## Chiral and nematic states of a two-component order parameter: limits and scales

### Quartic functional

Let $\eta=(\eta_x,\eta_y)$ transform like $(x,y)$, and let $t=1-T/T_c$. In a tetragonal crystal the uniform free-energy density is $F=-At|\eta|^2+F_4$ with

$$F_4=b_1|\eta|^4+\tfrac{b_2}{2}\left(\eta_x^{*2}\eta_y^2+{\rm c.c.}\right)+b_3|\eta_x|^2|\eta_y|^2 .$$

For $\eta=|\eta|(\cos\theta,e^{i\phi}\sin\theta)$,

$$F_4=b\,|\eta|^4,\qquad b=b_1+\tfrac14\sin^22\theta\,(b_3+b_2\cos2\phi).$$

Minimising over $|\eta|^2$ gives $F=-A^2t^2/4b$, so the smallest $b$ wins. The phase $\phi$ makes $b_2\cos2\phi=-|b_2|$, and the sign of $b_3-|b_2|$ then selects $\theta$. The ground state is chiral, $(1,\pm i)$, for $b_2>0$, $b_3<b_2$; nematic along a diagonal, $(1,\pm1)$, for $b_2<0$, $b_3<|b_2|$; and nematic along an axis, $(1,0)$ or $(0,1)$, for $b_3>|b_2|$. Stability needs $b_1>0$ and $4b_1+b_3-|b_2|>0$. The amplitude scale $(At/b_1)^{1/2}$ and the energy scale $A^2t^2/b_1$ absorb $t$, so at this order the phase depends only on $b_2/b_1$ and $b_3/b_1$, not on temperature.

A threefold or sixfold axis removes one ratio. With $\eta_\pm=\eta_x\pm i\eta_y$, a gauge-invariant monomial with $j$ more factors $\eta_+$ than $\eta_+^*$ acquires $e^{2ij\chi}$ under a rotation by $\chi$. For $\chi=2\pi/3$, $j$ must be a multiple of 3, and $|j|=3$ needs six fields. The quartic term is therefore isotropic,

$$F_4\propto\beta_1|\eta|^4+\beta_2|\eta\cdot\eta|^2,\qquad b_1:b_2:b_3=(\beta_1+\beta_2):2\beta_2:-2\beta_2 .$$

One number is left, $r=\beta_2/\beta_1>-1$. For $r>0$ the state is chiral ($\eta\cdot\eta=0$). For $r<0$ one has $b_3=|b_2|$, the border between the two nematic phases, and all real $\eta=\eta_0(\cos\alpha,\sin\alpha)$ are degenerate. In a uniform, unstrained crystal at zero field the angle is first fixed by $\gamma_3[(\eta_+^*\eta_-)^3+{\rm c.c.}]=2\gamma_3\eta_0^6\cos6\alpha$.

### Weak-coupling coefficients

Take $k_B=1$, $N_0$ the density of states per pseudospin, and a gap matrix $(\mathbf d\cdot\boldsymbol\sigma)i\sigma_y$ linear in $\eta$ with a fixed momentum dependence (separable interaction). The two gaps are $\Delta_\pm^2=|\mathbf d|^2\pm q$ with $q=|\mathbf d\times\mathbf d^*|$. Expanding $\pi T\sum_n(\omega_n^2+\Delta^2)^{-1/2}$ in the gap equation and integrating over $\Delta^2$ gives, for a clean metal,

$$\frac{F}{N_0}=-t\langle|\mathbf d|^2\rangle+K_4\langle|\mathbf d|^4+q^2\rangle-K_6\langle|\mathbf d|^6+3|\mathbf d|^2q^2\rangle,$$

$$K_4=\frac{7\zeta(3)}{16\pi^2T_c^2},\qquad K_6=\frac{31\zeta(5)}{128\pi^4T_c^4},\qquad \frac{K_6}{K_4^2}=0.908 ,$$

where $\langle\dots\rangle$ is the Fermi-surface average. Below, $\langle|\mathbf d|^2\rangle=a|\eta|^2$, and $\beta_{1,2}$ are the dimensionless coefficients of the quartic average.

For a scalar gap (a singlet, or $\mathbf d$ along a fixed axis) proportional to $\eta\cdot\hat{\mathbf k}$, $q=0$. The averages $\langle\cos^4\rangle=3/8$ and $\langle\cos^2\sin^2\rangle=1/8$ over the azimuth give $b_1:b_2:b_3=3:2:-2$, that is $r=1/2$. The chiral state wins because its gap is uniform in azimuth.

The $E_u$ state of Cu$_x$Bi$_2$Se$_3$ is not scalar. Near $\Gamma$ the conduction band is $\varepsilon^2=m^2+v^2k_\parallel^2+v_z^2k_z^2$ ($\hbar=1$). Rescaled momenta turn the Fermi ellipsoid into a sphere with unit vector $\hat{\mathbf k}$, and

$$\mathbf d=(\lambda\hat k_z\eta_y,\;-\lambda\hat k_z\eta_x,\;\eta_x\hat k_y-\eta_y\hat k_x).$$

The rescaled Dirac Hamiltonian is rotation invariant, and its odd-parity vector pairing is $\mathbf d=\eta\times\hat{\mathbf k}$, so $\lambda=1$ for momentum-independent pairing. Crystal symmetry leaves $\lambda$ free. With $P=\lambda^2\hat k_z^2$ and $B=1-\hat k_z^2$ one finds $q^2=P(P+B)(|\eta|^4-|\eta\cdot\eta|^2)$, a penalty that vanishes for real $\eta$, and

$$\beta_1=2\langle P^2+PB\rangle+\tfrac14\langle B^2\rangle,\qquad \beta_2=\tfrac18\langle B^2\rangle-\langle P^2+PB\rangle .$$

### Dependence on $\lambda$ and on the Fermi surface

On the full sphere $a=(1+\lambda^2)/3$, $\beta_1=(2+4\lambda^2+6\lambda^4)/15$, $\beta_2=(1-3\lambda^2)(1+\lambda^2)/15$, so

$$r=-\frac12+\frac{1}{1+2\lambda^2+3\lambda^4}.$$

For small $\lambda$, $r\simeq\tfrac12-2\lambda^2$, the scalar result with its first correction. For large $\lambda$, $r\simeq-\tfrac12+1/3\lambda^4$. The crossover is at $\lambda^2=1/3$, where $r\simeq\tfrac13-\lambda^2$. At the Dirac point $\lambda=1$, $r=-1/3$ and $b_1:b_2:b_3=1:-1:1$: isotropic weak coupling gives the nematic state. The heat-capacity jump is $\Delta C/C_n=1.426\,a^2/Q$ with $Q=\beta_1+\beta_2$ (nematic) or $\beta_1$ (chiral). At $\lambda=1$, $a=2/3$ and $Q=8/15$ or $12/15$, giving 1.19 and 0.79; the nematic condensation energy is $3/2$ of the chiral one.

An open Fermi surface removes the polar caps, where the penalty is largest. A crude model keeps $\lambda=1$ and cuts the sphere at $|\hat k_z|=c$; the Dirac density of states is uniform in $k_z$. Then $P+B=1$, $\langle P\rangle=c^2/3$, $\langle B^2\rangle=1-2c^2/3+c^4/5$, and $\beta_2=(15-50c^2+3c^4)/120$. Near the cylinder limit $r\simeq\tfrac12-\tfrac83c^2$, and $r=0$ at $c^2=0.306$, $c=0.553$.

For numbers take the approximate inputs $T_c\approx3.8$ K, $n\approx10^{20}$ cm$^{-3}$, $v\approx3.3$ eV Å, $v_z\approx2.3$ eV Å, $m\approx0.15$ eV and layer spacing $d_0\approx9.5$ Å. With $p=(\mu^2-m^2)^{1/2}$ and $n=p^3/3\pi^2v^2v_z$, one gets $p=0.42$ eV, $\mu=0.45$ eV, $k_\parallel=0.13$ Å$^{-1}$ and $k_z=0.18$ Å$^{-1}$, inside the zone boundary $k_Z=\pi/d_0=0.33$ Å$^{-1}$. Since $c=v_zk_Z/p$, the model surface opens at $5.9\times10^{20}$ cm$^{-3}$. It turns chiral at $p=1.4$ eV, where $n=k_Zp^2(1-c^2/3)/2\pi^2v^2=2.6\times10^{21}$ cm$^{-3}$, far outside the range of the Dirac expansion. The real band flattens towards the zone boundary, and its surface opens at a density lower by a large factor. The model shows the trend but cannot place the real compound relative to $r=0$.

At $\lambda=1$ the nematic amplitude is $\eta_0=(at/2K_4Q)^{1/2}=3.42\,T_c\sqrt t=1.12\sqrt t$ meV ($T_c=0.327$ meV), or 0.35 meV at $t=0.1$. With $N_0=\mu p/2\pi^2v^2v_z=3.8\times10^{-4}$ eV$^{-1}$ Å$^{-3}$, the condensation energy is $|F_0|=\tfrac12N_0at\eta_0^2=25\,t^2$ J m$^{-3}$, a thermodynamic field $(2\mu_0|F_0|)^{1/2}=8.0\,t$ mT. This $N_0$ lies below the density of states implied by the heat capacity of the real compound by a large factor, and $|F_0|$ is low with it. The ratios below do not depend on $N_0$, except the magnetoelastic ones. Strong-coupling changes of $r$ scale as $T_c/(\mu-m)=1.1\times10^{-3}$ times a model-dependent number. Impurity scattering is left out.

### Temperature: sixth order

Sixth-order terms are smaller than quartic ones by a factor of order $t$ and matter where the quartic terms are degenerate.

**Near $r=0$.** The sixth-order averages for unit $|\eta|$ are $S_N=(15+9\lambda^2+9\lambda^4+15\lambda^6)/105$ and $S_C=(6+18\lambda^2+36\lambda^4+60\lambda^6)/105$. At $\lambda^2=1/3$, $S_N-S_C=4/315$, $a=4/9$ and $\beta_1=4/15$. To first order in the small terms $F_N-F_C=N_0[K_4\beta_2\eta_0^4-K_6(S_N-S_C)\eta_0^6]$, which vanishes at

$$r^*(t)=\frac{K_6}{K_4^2}\frac{a(S_N-S_C)}{2\beta_1^2}\,t=0.036\,t .$$

The temperature dependence of the coefficients is common to both states and enters at order $t^2$. Cooling slightly favours the nematic state. For a non-separable interaction the admixture of other $E_u$ harmonics shifts $r^*$ at the same order $t$, so the coefficient belongs to this model. In the variable $s=|\eta\cdot\eta|^2/|\eta|^4$ the isotropic terms through sixth order are linear at fixed $|\eta|$. Since $|\eta_+^*\eta_-|=|\eta\cdot\eta|$, the optimised anisotropic term is $-2|\gamma_3||\eta|^6s^{3/2}$, which is concave. Close to $T_c$ the change between the two states is therefore a first-order jump.

**The nematic angle.** $\gamma_3$ vanishes for an isotropic band. Model the warping by a weight $1+w\sin^6\vartheta\cos6\varphi$ on the sphere, with polar angle $\vartheta$ and with $\varphi$ measured from a twofold axis $x$. For $\lambda=1$, $|\mathbf d|^2=\eta_0^2[1-\sin^2\vartheta\cos^2(\varphi-\alpha)]$. Its first and second powers have no sixth harmonic. The third contains $-\sin^6\vartheta\cos6(\varphi-\alpha)/32$, and $\langle\sin^{12}\vartheta\rangle=1024/3003$ gives $2\gamma_3=16wN_0K_6/3003$. The anisotropy energy is $A_6\cos6\alpha$ with

$$\frac{A_6}{|F_0|}=\kappa wt,\qquad\kappa=\frac{16}{3003}\frac{K_6}{K_4^2}\frac{a}{2Q^2}=5.7\times10^{-3}.$$

Thus $A_6\propto t^3$, against $t^2$ in a tetragonal crystal, where real $\eta$ has $b=b_1+\tfrac14(b_2+b_3)\sin^22\theta$. For an illustrative $w\approx0.1$ and $t=0.1$ the ratio is $5.7\times10^{-5}$. The gap nodes lie along $\eta$, and for $w>0$ they avoid the directions of high weight. Warping also adds terms to $\mathbf d$, which can contribute as much as $w$ does. For $\eta$ in a mirror plane ($\cos6\alpha=-1$), $\mathbf d$ on that plane has one component, odd in $\mathbf k$, and the nodes survive. For $\eta$ along a twofold axis they are generally lifted. The model gives the order of $\gamma_3$, not its sign.

### Strain

In-plane strain couples at quadratic order,

$$F_\epsilon=-aN_0g\left[(\epsilon_{xx}-\epsilon_{yy})(|\eta_x|^2-|\eta_y|^2)+2\epsilon_{xy}(\eta_x^*\eta_y+{\rm c.c.})\right],$$

with $g$ dimensionless; trigonal symmetry allows a similar coupling to $\epsilon_{xz},\epsilon_{yz}$. Let $\epsilon=[(\epsilon_{xx}-\epsilon_{yy})^2+4\epsilon_{xy}^2]^{1/2}$ and $\delta=|g|\epsilon$. The two components have $T_c(1\pm\delta)$. An illustrative $g\approx10$ and residual strain $\epsilon\approx10^{-4}$ give $\delta=10^{-3}$, a splitting of 7.6 mK.

**Chiral against nematic.** With the favoured axis along $x$, the state is $(\eta_0,0)$ with $\eta_0^2=a(t+\delta)/2K_4(\beta_1+\beta_2)$. Adding $\eta_y=iy$ costs

$$\delta F=2aN_0\,\frac{\delta-rt}{1+r}\,y^2 .$$

For $r<0$ the cost stays positive and there is one transition. For $r>0$ time reversal breaks at $t_2=\delta/r$, after a nematic window of width $\delta(1+1/r)T_c$, which is 11 mK for $r=1/2$. For small $r$ the isotropic sixth-order term adds, and chirality needs $r>\delta/t+0.036\,t$. The right side is smallest at $t=0.17$, where it equals 0.012; for smaller $r$ the strained model stays nematic throughout the Ginzburg–Landau range.

**Pinning of the angle.** For $t\gg\delta$ the angular energy is $-A_2\cos2(\alpha-\alpha_0)+A_6\cos6\alpha$, with $\alpha_0$ the strain axis and $A_2/|F_0|=2\delta/t$, so

$$\frac{A_2}{|A_6|}=\frac{2\delta}{\kappa|w|t^2}.$$

When strain dominates, $\alpha\simeq\alpha_0+(3A_6/2A_2)\sin6\alpha_0$. When the lattice dominates, $\alpha$ sits near an easy axis $\alpha_e$, displaced by $(A_2/18|A_6|)\sin2(\alpha_0-\alpha_e)$. For strain along an easy axis, $\sin6\alpha=\sin2\alpha\,(3-4\sin^22\alpha)$ shows that the other two directors remain metastable only for $A_2<3|A_6|$. For strain along a hard axis, the curvature $4A_2-36|A_6|$ changes sign at $A_2=9|A_6|$, where the director tilts off the strain axis in a second-order transition. This occurs at $t_9=(2\delta/9\kappa|w|)^{1/2}=0.63$ for the inputs above, beyond the range of the expansion. To bring it to $t=0.1$ needs $\delta=2.6\times10^{-5}$, a strain of $2.6\times10^{-6}$. Ordinary residual strain therefore selects one director near $T_c$, whatever the sign of $\gamma_3$.

**Free crystal.** The two brackets in $F_\epsilon$ have squares that sum to $|\eta\cdot\eta|^2$. Minimising $F_\epsilon+\tfrac12C_{66}\epsilon^2$ gives a spontaneous strain $agN_0\eta_0^2/C_{66}$ and $\Delta r\simeq-a^2g^2N_0/2C_{66}K_4\beta_1$ (its effect on $\beta_2$ alone), always towards nematic. With a typical $C_{66}\approx20$ GPa these are $2.5\times10^{-8}\,t$ and $-1.7\times10^{-7}$. Both grow in proportion to $N_0$, and the lattice cannot change the sign of $r$ even with the larger real value.

### Lengths

Take one gradient constant, $aN_0\xi_0^2|\nabla\eta|^2$, so that $\xi=\xi_0/\sqrt t$. This is rough: at $\lambda=1$, $\langle|\mathbf d|^2\hat k_i^2\rangle/\eta_0^2$ is $2/15$ along $\eta$ and $4/15$ across it, so $\xi$ varies by $\sqrt2$ in the plane. At $\delta=0$ the cost $\delta F$ gives the healing length of a chiral admixture, $\xi_\chi=\xi[(1+r)/2|r|]^{1/2}$. It equals $\xi$ at $r=-1/3$ and grows as $|r|^{-1/2}$ near the boundary. The angle has stiffness $J=aN_0\xi_0^2\eta_0^2=2|F_0|\xi^2$. Measured from an easy axis it obeys $2J\alpha''=6|A_6|\sin6\alpha$, so a $60^\circ$ wall has decay length and energy per area

$$\ell=\sqrt{\frac{J}{18|A_6|}}=\frac{\xi}{3\sqrt{\kappa|w|t}}\propto t^{-1},\qquad\sigma=\frac{4\sqrt2}{3}\sqrt{J|A_6|}\propto t^2 .$$

At $t=0.1$, $\ell/\xi=44$. A typical $\xi_0\approx14$ nm, used here because the clean Dirac velocities overestimate the real coherence length by a large factor, gives $\xi=44$ nm and $\ell\approx2.0$ μm. On scales below $\ell$ the angle of an unstrained crystal behaves as a continuous variable.

| Competition | Ratio | Crossover |
|---|---|---|
| penalty $q^2$ against gap anisotropy | $r(\lambda)$, $r(c)$ | $\lambda^2=1/3$, $c=0.553$ |
| sixth against fourth order | $r/t$ | $0.036$ |
| strain against chirality | $\delta/rt$ | $1$ |
| strain against lattice | $2\delta/\kappa\vert w\vert t^2$ | $3$ and $9$ |
| gradient against lattice | sample scale$/\ell$ | of order $1$ |

All of this is mean-field theory. The composite $\eta_+^*\eta_-$ is gauge invariant and has a cubic invariant, so if fluctuations order it above the superconducting transition it does so as a three-state Potts variable, and a strain acts on it as a symmetry-breaking field.